### The question

ONCVPSP 4.0.1, optimised norm-conserving Vanderbilt pseudopotential of Ce, scalar-relativistic PBE, core [Kr] 4d10, reference valence 4f1 5s2 5p6 5d1.5 6s1.5. The p channel has radius 1.75 bohr, residual-energy wave number 4.4 /bohr, 3 matching conditions and 6 Bessel functions. The waves are u = rR(r) of the 5p shell, with signs alike outside this radius.

| radius (bohr) | all-electron wave (bohr^(-1/2)) | pseudo wave (bohr^(-1/2)) |
| --- | --- | --- |
| 0.395 | -0.2656 | 0.1006 |
| 0.790 | ? | ? |
| 1.185 | ? | ? |
| 1.580 | ? | ? |
| 1.975 | 0.7510 | 0.7509 |
| 2.370 | 0.5546 | 0.5546 |
| 2.765 | 0.3811 | 0.3811 |
| 3.160 | 0.2520 | 0.2520 |
| 3.555 | 0.1631 | 0.1631 |
| 3.950 | 0.1041 | 0.1041 |
| 4.345 | 0.0658 | 0.0658 |
| 4.740 | 0.0413 | 0.0413 |
| 5.135 | 0.0257 | 0.0257 |

The table lists $u(r)=rR(r)$, in bohr$^{-1/2}$, for the Ce 5p shell of a scalar-relativistic PBE atom, as all-electron wave and as pseudo wave, against the radius $r$. Beyond the p radius $r_c=1.75$ bohr the two agree to 0.0001 because they are built to match there, which says nothing about transferability. At 0.395 bohr they have opposite signs. What are the waves at 0.790, 1.185 and 1.580 bohr?

### Why the shapes differ

For $l=1$, level $\varepsilon$ and potential $V$, in atomic units,

$$u''=\left[\frac{2}{r^2}+2(V-\varepsilon)\right]u .$$

Where the bracket is negative the wave oscillates, faster where $V$ is deeper. Orthogonality to 2p, 3p and 4p gives the all-electron 5p three nodes. In the pseudo atom those shells are in the core, so 5p is built nodeless and starting as $r^2$, the shape of a lowest p state (whether it really is the lowest p level of the finished potential is a separate test, taken up at the end).

Hydrogen offers an analogy: the all-electron wave resembles its 5p state and the pseudo wave its 2p state. This covers node counts and the $r^2$ start only. Hydrogen has one charge at all radii, whereas the charge felt in Ce climbs towards 58 at the nucleus. Finite differences of $\ln u$, put into the equation above, give $-rV$ of about 0.9 at 4.740 bohr and 2.05 at 2.370 bohr. The local wavelength therefore shrinks steeply inward and the nodes crowd into the core under one large outer lobe. The inner shape of a pseudo wave, unlike hydrogen's, is a choice.

### A hand estimate

The run's level, $-22.45$ eV or $-0.8250$ Ha, sets $\kappa=\sqrt{2|\varepsilon|}=1.285$ /bohr. The slopes $-d\ln u/dr$ between neighbouring rows stay below $\kappa$ and fall inward, ending 1.101, 1.047, 0.950, 0.767. The drops of 0.054, 0.097 and 0.183 roughly double, so the next is about 0.35 and the slope about 0.42:

$$u(1.580)\approx0.751\,e^{0.395\times0.42}=0.89 .$$

For the pseudo wave at 0.790, pure $r^2$ growth gives $4\times0.1006=0.40$, and bending towards the maximum lowers this to about 0.35. A smooth normalised wave should obey $0.395\sum u^2\approx1$, so $\sum u^2\approx2.532$. The squares of the ten known pseudo values add to 1.134, which leaves

$$u(1.185)^2\approx2.532-1.134-0.89^2-0.35^2=0.48,\qquad u\approx0.69 .$$

The all-electron values further in are rougher guesses: inside the peak the bracket is negative and grows fast, so the wave bends down towards its outermost node, and the wide bars reflect how poorly the screening is known there.

### A fitted model

The radial equation, with the mass-velocity term $-\alpha^2(\varepsilon-V)^2$ added to the bracket ($\alpha$ the fine-structure constant), was solved for the three-node state in $V=-[\eta+(58-\eta)\Omega(r)]/r$. Here $\Omega$ is the Green-Sellin-Zachor screening function and $\eta$ the far charge. Three constants, which trade against each other, were fitted by least squares to the level and the ten known all-electron values, with a worst residual of 0.0007. Refitted without the 0.395 row, the model misses that row by only 0.0020. A power-law $\Omega$ fits worse, with a miss of 0.021 at that row even when it is included, and drives $\eta$ to its bound of zero. The main fit puts nodes near 0.11, 0.32 and 0.82 bohr and the peak at 1.55 bohr; these are model values.

The pseudo wave was written as $r^2$ times the exponential of a quartic in $r^2$, or times the quartic itself. Value, slope and curvature at $r_c$, the model's inner norm (0.532) and the 0.395 value fix it, so that row is no test. Each model bar is the largest departure of any of these variants from the main fit, plus 0.0007.

### Predictions

- All-electron, 0.790: by hand $-0.15\pm0.20$, close to the outermost node, more likely negative, sign not certain; model $-0.066\pm0.030$.
- All-electron, 1.185: hand $+0.65\pm0.10$; model $+0.691\pm0.002$.
- All-electron, 1.580: hand $+0.89\pm0.03$; model $+0.876\pm0.007$.
- Pseudo, positive and rising: hand $0.35\pm0.06$, $0.69\pm0.06$, $0.89\pm0.03$; model $0.370\pm0.004$, $0.706\pm0.006$, $0.873\pm0.007$.

The gap between the waves should be largest at 0.790 (pseudo above), under 0.10 at 1.185 and under 0.02 at 1.580, where both waves should take their largest printed value. The coarse sum of $u^2$ should be near 1 for the pseudo wave, less reliably so for the all-electron wave.

### The computed values

The withheld rows as computed:

| radius (bohr) | all-electron wave (bohr^(-1/2)) | pseudo wave (bohr^(-1/2)) |
| --- | --- | --- |
| 0.790 | -0.0387 | 0.3861 |
| 1.185 | 0.6976 | 0.7016 |
| 1.580 | 0.8759 | 0.8702 |

### Hits and misses

All six hand ranges hold, though they were wide, and so do the statements on gaps and maxima. The model bars hold for four of the six values. Both waves at 1.580 are hit within a third of a bar, since that point is a short continuation of the tail.

At 0.790 the all-electron model is too negative by 0.027, or 0.89 bar. The model slope there is about $0.066/(0.818-0.790)\approx2.4$, so the miss amounts to a node placed about 0.01 bohr too far out. The power law came closer ($-0.036$), which may be chance, given its poorer fit.

At 1.185 the all-electron model is low by 0.0069, 1% of the computed value but three bars. The variants happened to agree there, and a spread cannot see an error that they share. A node too far out would lower the rising flank, which matches the sign of both misses; the likely source is the shell structure that a smooth three-constant screening lacks between 0.395 bohr and the tail, where no known row constrains it, though the program does not test this.

The pseudo model is low by 0.016 at 0.790, 4% of the computed value and almost four bars. Matching and norm leave the inner shape free, and the generator fixes it by minimising the residual kinetic energy of a wave built from six Bessel functions, a step that neither form copies. That this explains the miss is likely but untested.

### Norm and the orthogonality hole

At 0.790 the all-electron density is almost empty, $0.0387^2=0.0015$ against $0.3861^2=0.149$, while at 0.395 the order is reversed. Norm conservation requires such differences to cancel inside $r_c$: the charge of the inner lobes is spread smoothly across the nodes. The coarse sum gives 1.001 for the pseudo wave and 0.968 for the all-electron wave. The exactly normalised model wave gives 0.966 on the same points, which marks the shortfall as undersampling of the inner lobes.

For a heavier lanthanide with the same 5d and 6s filling, theory argues for a deeper 5p level, a larger $\kappa$, and nodes and peak drawn inward. The positions here belong to a spherical, spin-unpolarised atom without spin-orbit splitting, with fractional occupations that are not the Ce ground configuration.

A sound 5p curve does not certify the potential. The run found two bound ghosts, the deepest in the s channel at $-422.5$ eV. The run's scattering phases point to the p channel itself for the other: the p phase is off by about $\pi$ at the two lowest energies tabulated (3.1327 and 3.0935 rad) but by only 0.0112 rad at the next one, $-2.1$ Ha, the mark of a spurious p level somewhat below $-2.1$ Ha and so well below 5p. The nodeless 5p wave is then not the lowest p state of the potential, an ordering that a local potential forbids and a separable nonlocal one allows. Such states do not show in this curve; their cause here is untested, and the potential is unfit for a solid.
